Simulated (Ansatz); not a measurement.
**Ligand exchange: Si(CH3)2(OH)2 + B(SiH3)3 → Si(CH3)(OH)2(SiH3) + B(CH3)(SiH3)2**

Species: Si(CH3)2(OH)2 (dimethylsilanediol), singlet; B(SiH3)3, singlet; Si(CH3)(OH)2(SiH3), singlet; B(CH3)(SiH3)2, singlet. The partners trade CH3 for SiH3: Si–CH3 and B–SiH3 bonds give way to Si–SiH3 and B–CH3.

Shapes, held fixed at every level: PBE0-D4/def2-TZVP. Flexible molecules stand in one conformer, not always the lowest. Programs: Ansatz 0.2.0. Electronic energies: no zero-point or thermal term.

| level | kind | ΔE (kJ/mol) | less CCSD(T)/CBS estimate |
| --- | --- | --- | --- |
| r2SCAN-D4/def2-TZVPP | meta-GGA | +11.9 | -1.7 |
| B3LYP-D4/def2-TZVPP | global hybrid | +8.2 | -5.4 |
| PBE0-D4/def2-TZVPP | global hybrid | +7.6 | -6.0 |
| B2PLYP/def2-TZVPP | double hybrid | +9.8 | -3.8 |
| MP2/def2-TZVPP | perturbation theory | +14.1 | +0.5 |
| CCSD(T)/def2-TZVPP | coupled cluster or CI | +13.8 | +0.2 |
| CCSD(T)/CBS estimate | coupled cluster or CI | +13.6 | 0.0 |

The highest level, CCSD(T)/CBS estimate, gives ΔE = +13.6 kJ/mol; the levels span +7.6 to +14.1. The column of differences is taken from that level and isn't an error. No measured value is set beside it here. The CBS estimate extrapolates MP2 from def2-TZVPP and def2-QZVPP and adds CCSD(T) − MP2 in the triple-zeta set, cores frozen.

The exchange is uphill at every level, so methyl on the silanediol silicon and silyl on boron is the electronically preferred pairing, by +13.6 kJ/mol at the highest level. Carbon binds more strongly than silicon to either centre, so the modest energy is a difference between two larger, opposing changes: the loss on replacing Si–C by Si–Si outweighs the gain on replacing B–Si by B–C. Bond polarity probably tips the balance. The silicon, made more positive by two hydroxyl groups, gains more from an electronegative methyl carbon, whereas the electron-deficient boron is well served by the electropositive, σ-donating silyl group.

MP2 and CCSD(T) nearly coincide in the same basis, so correlation beyond second order has little net effect on this exchange. All the density functionals, the double hybrid included, underestimate the preference, perhaps through an uneven description of the polar Si–C and less polar Si–Si bonds. The reaction energy alone cannot separate σ-bond polarity from hyperconjugation into boron's empty p orbital.
